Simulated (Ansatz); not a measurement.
## ZnS: energy above lowest point against volume scale

All results are calculated (Ansatz 0.2.0). Free energy against uniform scaling of the volume at fixed shape and fractions; periodic cell, basis, potentials, k mesh and filling as listed.

The cell before it is scaled or strained (space group P6_3mc, No. 186):
```
ZnS
1.0
      3.8110     0.0000     0.0000
     -1.9055     3.3004     0.0000
      0.0000     0.0000     6.2340
Zn S
2 2
Direct
  0.33333 0.66667 0.00000
  0.66667 0.33333 0.50000
  0.33333 0.66667 0.38500
  0.66667 0.33333 0.88500
```

Settings of every row: functional PBE; dispersion D4; potentials norm-conserving; wave cutoff 1142.9 eV; density cutoff 4571.5 eV; k mesh 6x6x3; k shift 0x0x0; occupations fixed; smearing width 0 eV; spin none.

```
row  volume scale  V (Å³/atom)  energy above lowest point (meV/atom)
  1          0.88        17.25                                  77.6
  2          0.92       18.034                                  30.5
  3          0.96       18.818                                   6.1
  4             1       19.603                                     0
  5          1.04       20.387                                     ?
  6          1.08       21.171                                  28.8
  7          1.12       21.955                                  58.5
```

Question: what energy above lowest point should row 5 give?

Worked fit of energy above lowest point. Take u = (V_r/V)^(2/3) − 1 with V_r = 19.211 Å³ an atom, which is twice the finite (Eulerian) strain; such expansions in the strain, on which the Birch-Murnaghan equation of state is built, carry the rest volume and the bulk modulus. The shown rows have u = 0.07442, 0.04305, 0.01387, -0.01338, -0.06271, -0.08516. Least squares give energy above lowest point = 1.02 + 218.9 × u + 10705 × u² + 2444 × u³ meV/atom; a parabola predicts inner rows, each left out in turn, worse (root mean square 0.37 against 0.035 meV/atom). All shown rows lie on it to the printed digit. Its lowest point lies at u = -0.0103, or V = 19.51 Å³ an atom, and the curvature there gives the bulk modulus at fixed shape and fractions, B = (4/9)(1 + u)² E″(u)/V = 76 GPa. Letting shape and atoms relax would as a rule lower it, by much in layered, chain or molecular crystals. The withheld row has u = -0.03884, so the fit gives 1.02 + 218.9 × (-0.03884) + 10705 × (-0.03884)² + 2444 × (-0.03884)³ = 8.5 meV/atom.

The calculation gave 8.5 meV/atom. The fit meets it to the printed digit.
